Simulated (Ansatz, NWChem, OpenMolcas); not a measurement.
## Abstraction of H: CH2BrCl + CClF2 → CHBrCl + CHClF2

Species: CH2BrCl (bromochloromethane) `ClCBr`, singlet; CClF2 (chlorodifluoromethyl radical) `F[C](F)Cl`, doublet; CHBrCl `Cl[CH]Br`, doublet; CHClF2 (difluorochloromethane) `FC(F)Cl`, singlet. A radical takes H: the energy is the difference in strength between two C–H bonds in different surroundings.

Shapes, held fixed at every level: PBE0-D4/def2-TZVP. Programs: Ansatz 0.2.0, NWChem 7.3.0, OpenMolcas 26.06. A level may come from different programs for different species; with the same settings they agree closely. The zero-point and thermal change to 298 K, harmonic and unscaled (PBE0-D4/def2-TZVP), is -1.5 kJ/mol.

Estimate ΔH(298 K) of this reaction.

The highest level, CCSD(T)/def2-TZVPP, gives ΔH(298 K) = -22.3 kJ/mol; the levels span -22.3 to -14.0. The column of differences is taken from that level and isn't an error. No measured value is set beside it here. Open shells run unrestricted. Relativity is left out for Br. Outer-core shells of Br are correlated, in sets that cover them unevenly.

```
                             level                   kind  ΔH(298 K) (kJ/mol)  less CCSD(T)/def2-TZVPP
                       HF/def2-SVP           Hartree–Fock               -19.5                     +2.8
                     HF/def2-TZVPP           Hartree–Fock               -17.3                     +5.0
                 PBE-D4/def2-TZVPP                    GGA               -19.3                     +3.0
B3LYP/6-31G* (spherical functions)          global hybrid               -14.0                     +8.3
                     PBE0/def2-SVP          global hybrid               -20.5                     +1.8
             r2SCAN0-D4/def2-TZVPP          global hybrid               -20.6                     +1.7
                CCSD(T)/def2-TZVPP  coupled cluster or CI               -22.3                      0.0
```

Every level makes the abstraction exothermic, so the C–H bond formed in CHClF2 is stronger than the one broken in CH2BrCl, by 22.3 kJ/mol in enthalpy at the coupled-cluster level. The likely reason lies mainly in the radicals. In CHBrCl the unpaired electron sits in a largely p-type orbital that overlaps with chlorine and bromine lone pairs, which spreads out the spin. In CClF2 the electronegative fluorines favour a pyramidal centre with more s character in the singly occupied orbital, making delocalisation less effective and the gain from binding hydrogen larger.

Because one C–H bond replaces another and the number of unpaired electrons is conserved, much of the correlation energy cancels, and even Hartree–Fock gives a reasonable value. Its enthalpy becomes less negative in the larger basis, so the closeness of PBE0/def2-SVP to coupled cluster may be partly fortuitous. The exothermicity favours products energetically but doesn't establish a low barrier or fast abstraction.
